GeH₅ (neutral doublet) at one fixed geometry built from rigid PBE0/def2-TZVP fragments, computed with AFQMC (own program) afq 1 and Ansatz 0.2.0. All levels use the cc-pVTZ basis, a UHF determinant and frozen cores (Ge 3d included), without relativity; the AFQMC trial is a CISD wave function built from CCSD amplitudes.

```csv
level,"this level less the reference (CCSDT(Q), same basis) (meV)","statistical noise, one standard error (meV)"
HF,5166.3,0.000
MP2,1042.1,0.000
CCSD,147.3,0.000
CCSD(T),26.7,0.000
CCSDT,3.4,0.000
ph-AFQMC/CISD,10.0,2.900
released AFQMC,-4.4,4.800
```

A hydrogen atom is taking another hydrogen from germane, GeH₄, and the table belongs to one geometry on that path. A positive error means that the total energy is too high. From HF to CCSDT the error falls at every step, from about 5.2 eV to 3.4 meV. The two AFQMC rows, which are random walks rather than further steps of the same ladder, don't continue that fall.

The helium atom shows where the large first error comes from. HF lets each of its two electrons feel only the average of the other, so they come too close too often. In GeH₅ the two electrons of a bond do the same. Electrons of like spin are already kept apart by the antisymmetry of the wave function, and they don't share a bond orbital. The MP2 calculation bears this out: it gains about six times as much energy per pair of opposite spin as per pair of like spin.

MP2 repairs most of the fault, but by a shortcut. It excites each pair once, at a cost set by the HF orbital energies, and leaves out how the excited electrons and the holes behind them act on one another. CCSD works out these interactions again and again until the result no longer changes. This lowers the energy by a further 895 meV and brings the recovered share of the reference correlation energy from 80% to 97%.

For helium the story would end there, because CCSD is exact for two electrons. Here nine electrons are correlated, and three of them can avoid one another in a way that no product of pair motions describes. Singles and doubles together lower the energy by 5019 meV, full triples by another 144 meV, and the estimated quadruples by only 3.4 meV. Each of these last two steps thus adds some 35 to 42 times less than the one before.

Such a steep fall is expected where the HF determinant dominates and no single excitation rivals it. The HF determinant holds 0.902 of the weight of a CISD wave function, and the largest double excitation has an amplitude of 0.0324 relative to it. Even if every excitation were that large, (1 − 0.902) / 0.902 / 0.0324² ≈ 100 of them would be needed to hold the remaining weight. In the HF orbitals the correlation is therefore spread over many small excitations, and none of them competes with the HF determinant. Other orbitals can gather the same motion into fewer, larger excitations, so the count isn't a property of the molecule alone. This count fits the steep fall of the ladder, but it doesn't predict the error of any one step.

CCSD(T) takes the MP2 kind of shortcut one level higher: it evaluates the triples once and doesn't let them react back on the pairs. It catches 84% of the lowering by full triples, much as MP2 catches (5166 − 1042) / 5019 = 82% of the lowering by CCSD. Most of its remaining 27 meV is this shortfall. The stretched bonds and a slight spin contamination of the HF determinant may add to it, but nothing here tests that.

Phaseless AFQMC errs for a different reason. Its walkers would drown in noise if their phases ran free, so a trial wave function restrains them, and the restraint is sure to be free of bias only if the trial is exact. The trial here contains only single and double excitations, taken from CCSD, yet the error is 10 meV where CCSD has 147 meV. The trial steers the walk but doesn't limit which excitations the walkers can reach. The error is 3.4 times the statistical noise, so a bias from the restraint is its likely source.

Letting the restraint go supports this reading without proving it. During the release the energy drifts down from 6.5 meV above the reference to 4.4 meV below it, while the noise doubles to 4.8 meV. The negative sign therefore has no meaning, and a final plateau isn't established. The agreement is also partly built in, since CCSDT(Q) was accepted as the reference only where a released walk came within 25 to 40 meV of it. No model was fitted to any row; most of the differences and ratios used here are in the output below.

In practice, a determinant weight near 0.90 is no alarm by itself; look also at whether one excitation stands out and, with an unrestricted determinant, at its spin contamination, which can hide strong correlation. At this geometry and within this basis, MP2 and CCSD are too coarse for total energies, CCSD(T) is good to about 30 meV, and full triples are worth their cost only below that. The 3.4 meV of CCSDT is just the (Q) term of the reference, so it isn't an independent measure of accuracy. It also says nothing about a larger basis, the frozen 3d shell of germanium or relativity.

Germane is a precursor for germanium layers in transistors, and there the rate of hydrogen removal depends on a barrier, not on a total energy. The geometry used here isn't shown to be the top of that barrier. Before carrying any of these errors over to a rate, locate the top, and compute the same level there and for the separated GeH₄ and H: only the part of the error that changes along the path counts.

Output of the analysis:

```
Share of the reference correlation energy:
             row  recovered in percent
              HF                     0
             MP2                 79.83
            CCSD                 97.15
         CCSD(T)                 99.48
           CCSDT                 99.93
   ph-AFQMC/CISD                 99.81
  released AFQMC                 100.1
Opposite-spin share of the MP2 correlation energy in percent: 88.36
MP2 energy per opposite-spin pair over that per same-spin pair: 6.076
CCSD below MP2 in meV: 894.8
CCSD below HF in meV: 5019
Lowering by perturbative triples in meV: 120.6
Lowering by full triples in meV: 143.9
Share of the full triples lowering caught by perturbative triples in percent: 83.81
Full triples below perturbative triples in meV: 23.3
Singles and doubles lowering over full triples lowering: 34.88
Full triples lowering over perturbative quadruples lowering: 42.32
Least number of excitations needed to hold the weight outside the determinant: 103.3
Phaseless AFQMC error in standard errors: 3.448
Phaseless AFQMC below CCSD(T) in meV: 16.7
Phaseless AFQMC above CCSDT in meV: 6.6
Phaseless AFQMC above CCSDT in standard errors: 2.276
First stored release energy less reference in meV (noise 2.4): 6.5
Second release energy less reference in meV (noise 1.7): 4.3
Third release energy less reference in meV (noise 2.4): 3.7
Fourth release energy less reference in meV (noise 3.1): -1.8
Released walk below phaseless AFQMC in meV: 14.4
Size of the released error in standard errors: 0.9167
Released walk below CCSDT in meV: 7.8
```
